\subsection*{Worked problem: optimal time-step extrapolation for the water dimer}

\textbf{Statement.} The binding energy $E$ of the water dimer at fixed nuclei is the diffusion Monte Carlo (DMC) energy of two far-separated molecules minus that of the dimer, so $E>0$ means bound. Time steps are in atomic units, $1\ \mathrm{a.u.}=\hbar/E_\mathrm{h}$. The cost $T$ (core-hours) covers both geometries, always shared in the same proportion and at the same walker population, with equilibration neglected. All data are illustrative.
\begin{itemize}
\item $E(\tau)=E_0+\kappa\tau$ holds up to $\tau_2=0.020$ a.u., where a quadratic term obeys $|\lambda|\tau_2^2\le 1$ meV.
\item A pilot run at $0.020$ a.u.\ costing 250 core-h gives a standard error of $4.0$ meV.
\item The production budget is $T=36\,000$ core-h.
\end{itemize}
(a) Choose $\tau_1<\tau_2$ and the costs $T_1$, $T_2$ that minimise the statistical error of $E_0$. (b) The runs return $E_1=218.6$ meV and $E_2=224.0$ meV; find $E_0$ and $\kappa$. (c) Compare with an equal split, with $\tau_1=\tau_2/2$, and with a single run at $\tau_1$.

\textbf{Why the optimum holds.} For steps short against the correlation time of the local energy, the number of independent samples is proportional to the imaginary time simulated, hence to $\tau T$, and $\sigma_i^2=C/(\tau_iT_i)$. The line through two independent points gives
\begin{equation}
E_0=\frac{\tau_2E_1-\tau_1E_2}{\tau_2-\tau_1},\qquad
\sigma_0^2=\frac{C}{(\tau_2-\tau_1)^2}\left[\frac{\tau_2^2}{\tau_1T_1}+\frac{\tau_1^2}{\tau_2T_2}\right].
\end{equation}
A sum $a_1/T_1+a_2/T_2$ at fixed $T_1+T_2=T$ is least for $T_i\propto\sqrt{a_i}$, where it equals $(\sqrt{a_1}+\sqrt{a_2})^2/T$. Here this gives $T_1/T_2=(\tau_2/\tau_1)^{3/2}$ and, with $s=\sqrt{\tau_1/\tau_2}$,
\begin{equation}
\sigma_0=\sqrt{\frac{C}{\tau_2T}}\;\frac{1+s^3}{s(1-s^2)}
=\sqrt{\frac{C}{\tau_2T}}\left[\frac{1}{s(1-s)}-1\right].
\end{equation}
At fixed $s$ the prefactor falls as $\tau_2$ grows, so $\tau_2$ is set by the end of the linear regime. The bracket is least at $s=1/2$, where it equals 3:
\begin{equation}
\tau_1=\frac{\tau_2}{4},\qquad T_1=\frac{8T}{9},\qquad T_2=\frac{T}{9},\qquad
\sigma_0=3\sqrt{\frac{C}{\tau_2T}} .
\end{equation}

\textbf{(a)} The pilot fixes
\begin{equation}
C=(4.0\ \mathrm{meV})^2(0.020\ \mathrm{a.u.})(250\ \text{core-h})=80\ \mathrm{meV^2\,a.u.}\,\text{core-h}.
\end{equation}
The optimum is $\tau_1=0.005$ a.u., $T_1=32\,000$ core-h, $T_2=4000$ core-h. Then $\tau_1T_1=160$ and $\tau_2T_2=80$ a.u.\,core-h, so $\sigma_1^2=0.50\ \mathrm{meV^2}$ and $\sigma_2^2=1.00\ \mathrm{meV^2}$. The weights of $E_1$ and $E_2$ are $4/3$ and $-1/3$, so
\begin{equation}
\sigma_0^2=\frac{16(0.50\ \mathrm{meV^2})+1.00\ \mathrm{meV^2}}{9}=1.00\ \mathrm{meV^2}.
\end{equation}

\textbf{(b)}
\begin{equation}
E_0=\frac{4(218.6\ \mathrm{meV})-224.0\ \mathrm{meV}}{3}=216.8\pm1.0\ \mathrm{meV},
\end{equation}
or $5.00\pm0.02$ kcal/mol. The slope is $\kappa=5.4\ \mathrm{meV}/0.015\ \mathrm{a.u.}=360$ meV/a.u., with standard error $\sqrt{1.50\ \mathrm{meV^2}}/0.015\ \mathrm{a.u.}=82$ meV/a.u. A term $\lambda\tau^2$ passes through the two-point formula as $-\lambda\tau_1\tau_2=-\lambda\tau_2^2/4$, at most $0.25$ meV in size, a quarter of $\sigma_0$. Two points cannot detect this curvature, so linearity has to be established separately. The extrapolation leaves the fixed-node and finite-population biases in place.

\textbf{(c)} An equal split at the same steps has $\tau_1T_1=90$ and $\tau_2T_2=360$ a.u.\,core-h, so
\begin{equation}
\sigma_0^2=\frac{80}{9}\left[\frac{16}{90}+\frac{1}{360}\right]\mathrm{meV^2}=1.60\ \mathrm{meV^2},
\end{equation}
that is $\sigma_0=1.27$ meV. Since $\sigma_0^2\propto1/T$, recovering $1.0$ meV takes $1.60$ times the budget. For $\tau_1=\tau_2/2$ with the best split, the bracket is $3.83$ instead of 3, giving $\sigma_0=1.28$ meV and a cost factor $1.63$. The whole budget spent at $0.005$ a.u.\ gives the smaller standard error $\sqrt{80/180}\ \mathrm{meV}=0.67$ meV, but keeps the time-step bias $\kappa\tau_1=1.8\pm0.4$ meV, which exceeds the $1.0$ meV uncertainty of the extrapolated value.